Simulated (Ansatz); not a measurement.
TaN: energy above lowest point and pressure against volume scale

Free energy against uniform scaling of the volume at fixed shape and fractions; periodic cell, basis, potentials, k mesh and filling as listed. The results are calculated, by Ansatz 0.2.0.

The cell before it is scaled or strained (space group Fm-3m, No. 225):
```
cell vectors (Å)
   0.0000     2.1790     2.1790
   2.1790     0.0000     2.1790
   2.1790     2.1790     0.0000
atoms (fractions of the cell vectors)
Ta  0.50000  0.50000  0.50000
N   0.00000  0.00000  0.00000
```

Settings of every row: functional PBE; dispersion none; potentials PAW; wave cutoff 489.8 eV; density cutoff 1959.2 eV; k mesh 11x11x11; k shift 0x0x0; occupations fermi dirac; smearing width 0.05 eV; spin none.

Limits: coarse k mesh, up to 40 meV an atom off; no spin-orbit coupling, which can matter with elements this heavy.

| row | volume scale | V (Å³/atom) | energy above lowest point (meV/atom) | pressure (GPa) |
| --- | --- | --- | --- | --- |
| 1 | 0.9 | 9.311 | ? | ? |
| 2 | 0.925 | 9.57 | 170.5 | 50.74 |
| 3 | 0.95 | 9.829 | 99.8 | 37.08 |
| 4 | 0.975 | 10.087 | 49.9 | 25.1 |
| 5 | 1 | 10.346 | 18 | 14.6 |
| 6 | 1.025 | 10.605 | 2 | 5.39 |
| 7 | 1.05 | 10.863 | 0 | -2.7 |
| 8 | 1.075 | 11.122 | 10.2 | -9.79 |
| 9 | 1.1 | 11.381 | 31.1 | -16.01 |

Question: what energy above lowest point and pressure should row 1 give?

Worked fit of energy above lowest point. Take u = (V_r/V)^(2/3) − 1 with V_r = 10.476 Å³ an atom, which is twice the finite (Eulerian) strain; such expansions in the strain, on which the Birch-Murnaghan equation of state is built, carry the rest volume and the bulk modulus. The shown rows have u = 0.06216, 0.04342, 0.02555, 0.00836, -0.00813, -0.02389, -0.03911, -0.05374. Least squares give energy above lowest point = 8.12 + 962.9 × u + 26184 × u² + 5676 × u³ meV/atom; a parabola predicts inner rows, each left out in turn, worse (root mean square 0.27 against 0.036 meV/atom). All shown rows lie on it to the printed digit. Its lowest point lies at u = -0.0185, or V = 10.77 Å³ an atom, and the curvature there gives the bulk modulus at fixed shape and fractions, B = (4/9)(1 + u)² E″(u)/V = 329 GPa. The withheld row has u = 0.08176, so the fit gives 8.12 + 962.9 × (0.08176) + 26184 × (0.08176)² + 5676 × (0.08176)³ = 265.0 meV/atom.

The calculation gave 264.7 meV/atom. The fit lies 0.3 meV/atom (0.11 % of the column's range) above it; its largest miss of a shown row is 0.0 meV/atom. This row lies beyond the range of the fit.

Worked fit of pressure. Take u = (V_r/V)^(2/3) − 1 with V_r = 10.476 Å³ an atom, which is twice the finite (Eulerian) strain; such expansions in the strain, on which the Birch-Murnaghan equation of state is built, carry the rest volume and the bulk modulus. The shown rows have u = 0.06216, 0.04342, 0.02555, 0.00836, -0.00813, -0.02389, -0.03911, -0.05374. Least squares give pressure = 9.818 + 559.19 × u + 1524.1 × u² + 1156 × u³ GPa; a parabola predicts inner rows, each left out in turn, worse (root mean square 0.06 against 0.022 GPa). The rows lie off it by 0.00, 0.01, -0.02, 0.00, 0.02, -0.01, 0.00, 0.00. The pressure vanishes at u = -0.0185, or V = 10.77 Å³ an atom, and there the bulk modulus at fixed shape and fractions is B = −V dP/dV = (2/3)(1 + u) dP/du = 330 GPa. The withheld row has u = 0.08176, so the fit gives 9.818 + 559.19 × (0.08176) + 1524.1 × (0.08176)² + 1156 × (0.08176)³ = 66.36 GPa.

The calculation gave 66.34 GPa. The fit lies 0.02 GPa (0.024 % of the column's range) above it; its largest miss of a shown row is 0.02 GPa. This row lies beyond the range of the fit.
